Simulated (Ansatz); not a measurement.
A correction line for r2SCAN-D4/def2-TZVPP: vertical ionisation energy

The vertical ionisation energy (cation less neutral) in eV of 6 Ge-containing molecules: x at r2SCAN-D4/def2-TZVPP, y at CCSD(T)/def2-TZVPP. Shapes, held fixed at every level: PBE0-D4/def2-TZVP. Flexible molecules stand in one conformer, not always the lowest. Programs: Ansatz 0.2.0.

```
                                               molecule  x (eV)  y (eV)
Ge2Si4H14 (SMILES [SiH3][SiH2][GeH2][GeH2][SiH2][SiH3])    9.06    9.40
    Ge2Si3H10 (SMILES [SiH2]1[SiH2][GeH2][GeH2][SiH2]1)    9.08    9.38
      Ge2Si3H12 (SMILES [SiH3][GeH2][SiH2][GeH2][SiH3])    9.21    9.53
      Ge2Si3H12 (SMILES [SiH3][GeH2][SiH2][SiH2][GeH3])    9.25    9.59
       GeSi4H12 (SMILES [SiH3][SiH2][SiH2][SiH2][GeH3])    9.31       ?
             Ge3SiH10 (SMILES [GeH3][SiH2][GeH2][GeH3])    9.34    9.64
```

Fit y = c + s·x to the known rows and predict y for GeSi4H12.


1. Means of the 5 rows: x = 9.1880, y = 9.508.
2. Σ(Δx)² = 0.05548, Σ(Δx·Δy) = 0.05328, so the slope is 0.05328/0.05548 = 0.96035.
3. Intercept: 9.508 − (0.96035) × 9.1880 = 0.684. The largest residual of the fit is 0.024.
4. GeSi4H12: 0.684 + 0.96035 × 9.31 = 9.62 eV.

CCSD(T)/def2-TZVPP gives 9.66 eV, so the prediction is off by -0.04 eV, more than the largest residual. Uncorrected, r2SCAN-D4/def2-TZVPP misses it by -0.35 eV, and the other rows by 0.32 on average. The line removes about 90 % of this miss. Left out in turn, the other rows are missed by 0.03 eV on average, so much of the error is systematic among these molecules. Cations run unrestricted. Relativity is left out for Ge. Outer-core shells of Ge are correlated, in sets that cover them unevenly.

r2SCAN-D4 places every ionisation energy below CCSD(T) by a nearly constant amount, so the fitted line acts mainly as an offset, and its slope has little physical meaning over so narrow a range. The electron leaves a σ orbital spread over the Si/Ge backbone. Coupling between neighbouring bonds raises this level as the chain grows, and among the open chains the CCSD(T) value falls to 9.40 eV for the six-membered backbone. The four-membered chain breaks the order slightly, at 9.64 eV against 9.66 eV for GeSi4H12, probably because its higher germanium content offsets the shorter backbone: Ge–Ge and Ge–Si bonds are somewhat stronger σ donors, of higher orbital energy, than Si–Si. The ring lies lower than the five-membered chains, which suggests that cyclic σ delocalisation and the loss of terminal groups also matter. The low r2SCAN values may reflect overstabilisation of the delocalised hole in the cation. The correction is therefore plausible for similar saturated hydrides, but its transfer to germanium compounds ionised from lone pairs or π orbitals remains untested.
